**Question**

I'm looking at total energies for a fluorine atom close to H₂, with all three atoms in a line. I want to study the reaction that gives HF + H, and I have to choose a level of theory. Where can I stop on the ladder from Hartree–Fock (HF) to CCSDT, and what would I gain from the next rung? I also don't understand why phaseless AFQMC, a Monte Carlo method, keeps an error well outside its own noise.

Total-energy errors relative to CCSDT(Q) for collinear F–H–H (neutral doublet), computed with Ansatz 0.2.0 and the in-house AFQMC program afq 1. All levels use the cc-pVTZ basis, a UHF determinant and a frozen F 1s core; phaseless (ph) AFQMC uses a CISD trial built from CCSD amplitudes, and released AFQMC lifts the phaseless constraint.

```
         level  this level less the reference (CCSDT(Q), same basis) (meV)  statistical noise, one standard error (meV)
            HF                                                      7906.7                                        0.000
           MP2                                                       639.6                                        0.000
          CCSD                                                       196.8                                        0.000
       CCSD(T)                                                        17.6                                        0.000
         CCSDT                                                         8.7                                        0.000
 ph-AFQMC/CISD                                                        14.5                                        2.000
released AFQMC                                                        -0.6                                        5.200
```

**Answer**

Stop at CCSD(T) for most purposes, and spend what is left on a larger basis. The steps to remember are about 7 eV from HF to MP2, 0.4 eV from MP2 to CCSD, 0.2 eV from CCSD to CCSD(T), and only 0.01 eV from there to CCSDT. Chemical accuracy, one kcal/mol, is 43 meV, so the ladder crosses it between CCSD and CCSD(T).

Each step describes more fully how the electrons avoid one another. HF lets each electron feel only the average field of the others, so its error is the whole correlation energy. MP2 lets electrons avoid each other in pairs, but treats each pair as if the others were undisturbed. That already recovers 92% of the correlation energy, because most of correlation is pairwise avoidance. CCSD lets the pairs respond to one another and reaches 97.5%.

What CCSD lacks is mainly the joint motion of three electrons, the connected triples. Treating them in full, as CCSDT does, lowers the energy by $196.8-8.7=188.1$ meV. CCSD(T) estimates the same effect by perturbation theory from the CCSD pair amplitudes and captures 95% of it. This is why it removes most of the CCSD error without the cost of full triples.

Such an estimate works when one determinant dominates the wavefunction, since the corrections are then small. That holds here: the leading determinant has a weight of 0.93 in the CISD wavefunction, and the largest pair amplitude is only about 0.07. If you stretch a bond until a second determinant competes, the perturbative triples are the first thing to distrust. The weight and the amplitudes are therefore worth checking at every geometry along your path. Check $\langle S^2\rangle$ too, because an unrestricted determinant can hide such a competition by mixing in higher spin. Here it is 0.78, close to the 0.75 of a pure doublet.

The remaining 17.6 meV of CCSD(T) has two nearly equal parts. Full triples remove 8.9 meV, and the other 8.7 meV is the effect of four-electron motion as the reference, CCSDT(Q), estimates it. CCSDT thus cures only half of the error. The CCSDT entry is simply the (Q) term of the reference, so it does not test the reference independently.

Whether such errors matter depends on what you compute. For a rate, suppose that an error $\Delta E$ entered the barrier in full. The rate would then be wrong by a factor $\exp(\Delta E/k_\mathrm{B}T)$, with $k_\mathrm{B}T=25.85$ meV at 300 K. For CCSD(T) this gives $\exp(17.6/25.85)\approx 2$, but for CCSD about 2000. In etching plasmas, where added hydrogen removes fluorine atoms as HF, a factor of two in a rate may be tolerable and a factor of 2000 is not.

This is a yardstick and not a forecast. A barrier is the difference of two energies, and part of the error usually cancels between them. How much cancels can't be read from a single geometry, and this one is not the saddle point, which is bent. To find out, repeat the comparison for the separated reactants and for the true saddle.

The phaseless AFQMC error is a bias, which longer sampling does not remove. The method uses a trial wavefunction to keep the phases of its random walkers under control, and an inexact trial shifts the energy. When the constraint was lifted in the same run, the energy fell from about 12 meV above the reference to within 1 meV of it, with a noise of about 3 meV on each value. With its CISD trial the phaseless method does about as well as CCSD(T); the 3 meV between them is only 1.5 standard errors.

Releasing the constraint exchanges bias for noise, which grows as the walk goes on. The released result agrees with the reference, but rough agreement between the two was a condition for accepting that reference. It also lies less than two standard errors from CCSDT, so it can't settle the last few meV. Bringing its noise down to a third of the CCSDT error would take about three times as many samples.

For coupled cluster the price is set by scaling. If you double both the electrons and the basis functions, the costliest step grows about 64-fold for CCSD, 128-fold for CCSD(T) and 256-fold for CCSDT. CCSDT also repeats its costliest step in every iteration, whereas the (T) correction is computed once.

All these errors are relative to a reference in the same triple-zeta basis, so the basis error is absent from them. It wasn't computed here, but for a total energy of this kind I'd expect roughly an electronvolt, far more than the step to CCSDT. Much of it cancels in a barrier, but what is left can still exceed that step. Enlarge the basis first, and use CCSDT or CCSDT(Q) in a small basis as a correction when 10 meV matters. At that accuracy you also need spin–orbit coupling, which none of these levels contains. It lowers the free fluorine atom more than the saddle, so I'd expect it to raise the barrier by an amount comparable with the whole CCSD(T) error here.
